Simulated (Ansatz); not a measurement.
## CsEu3: pressure and energy above lowest point against volume scale

All results are calculated (Ansatz 0.2.0). Free energy against uniform scaling of the volume at fixed shape and fractions; periodic cell, basis, potentials, k mesh and filling as listed.

The cell before it is scaled or strained (space group Fm-3m, No. 225):
```
CELL_PARAMETERS angstrom
0.00000 4.76850 4.76850
4.76850 0.00000 4.76850
4.76850 4.76850 0.00000
ATOMIC_POSITIONS crystal
Cs 0.00000 0.00000 0.00000
Eu 0.25000 0.25000 0.25000
Eu 0.75000 0.75000 0.75000
Eu 0.50000 0.50000 0.50000
```

Settings of every row: functional PBE; dispersion none; potentials PAW; wave cutoff 421.78 eV; density cutoff 1687.1 eV; k mesh 4x4x4; k shift 0x0x0; occupations fermi dirac; smearing width 0.1 eV; spin collinear.

Limits: coarse k mesh, up to 40 meV an atom off; state may not be the lowest; no spin-orbit coupling, which can matter with elements this heavy; the cell comes from a prototype or a list of computed structures and needn't be the stable phase.

```
row  volume scale  V (Å³/atom)  pressure (GPa)  energy above lowest point (meV/atom)
  1           0.9       48.793            0.79                                   9.9
  2         0.925       50.148               ?                                     ?
  3          0.95       51.504            0.26                                   1.3
  4         0.975       52.859            0.04                                     0
  5             1       54.214           -0.16                                   0.6
  6         1.025        55.57           -0.33                                   2.6
  7          1.05       56.925           -0.49                                   6.1
  8         1.075       58.281           -0.63                                  10.9
  9           1.1       59.636           -0.76                                  16.8
```

Question: what pressure and energy above lowest point should row 2 give?

Worked fit of pressure. Take u = (V_r/V)^(2/3) − 1 with V_r = 54.892 Å³ an atom, which is twice the finite (Eulerian) strain; such expansions in the strain, on which the Birch-Murnaghan equation of state is built, carry the rest volume and the bulk modulus. The shown rows have u = 0.08169, 0.04339, 0.02548, 0.00832, -0.00815, -0.02395, -0.03915, -0.05376. Least squares give pressure = −0.248 + 10.74 × u + 23.9 × u² GPa; a straight line predicts inner rows, each left out in turn, worse (root mean square 0.037 against 0.0034 GPa). All shown rows lie on it to the printed digit. The withheld row has u = 0.06211, so the fit gives −0.248 + 10.74 × (0.06211) + 23.9 × (0.06211)² = 0.51 GPa.

The calculation gave 0.51 GPa. The fit meets it to the printed digit.

Worked fit of energy above lowest point. Take u = (V_r/V)^(2/3) − 1 with V_r = 54.892 Å³ an atom, which is twice the finite (Eulerian) strain; such expansions in the strain, on which the Birch-Murnaghan equation of state is built, carry the rest volume and the bulk modulus. The shown rows have u = 0.08169, 0.04339, 0.02548, 0.00832, -0.00815, -0.02395, -0.03915, -0.05376. Least squares give energy above lowest point = 1.39 − 126.7 × u + 2915 × u² − 1087 × u³ meV/atom; a parabola predicts inner rows, each left out in turn, worse (root mean square 0.093 against 0.045 meV/atom). The rows lie off it by 0.0, 0.0, 0.0, 0.1, 0.0, 0.0, 0.0, 0.0. The withheld row has u = 0.06211, so the fit gives 1.39 − 126.7 × (0.06211) + 2915 × (0.06211)² − 1087 × (0.06211)³ = 4.5 meV/atom.

The calculation gave 4.5 meV/atom. The fit meets it to the printed digit.
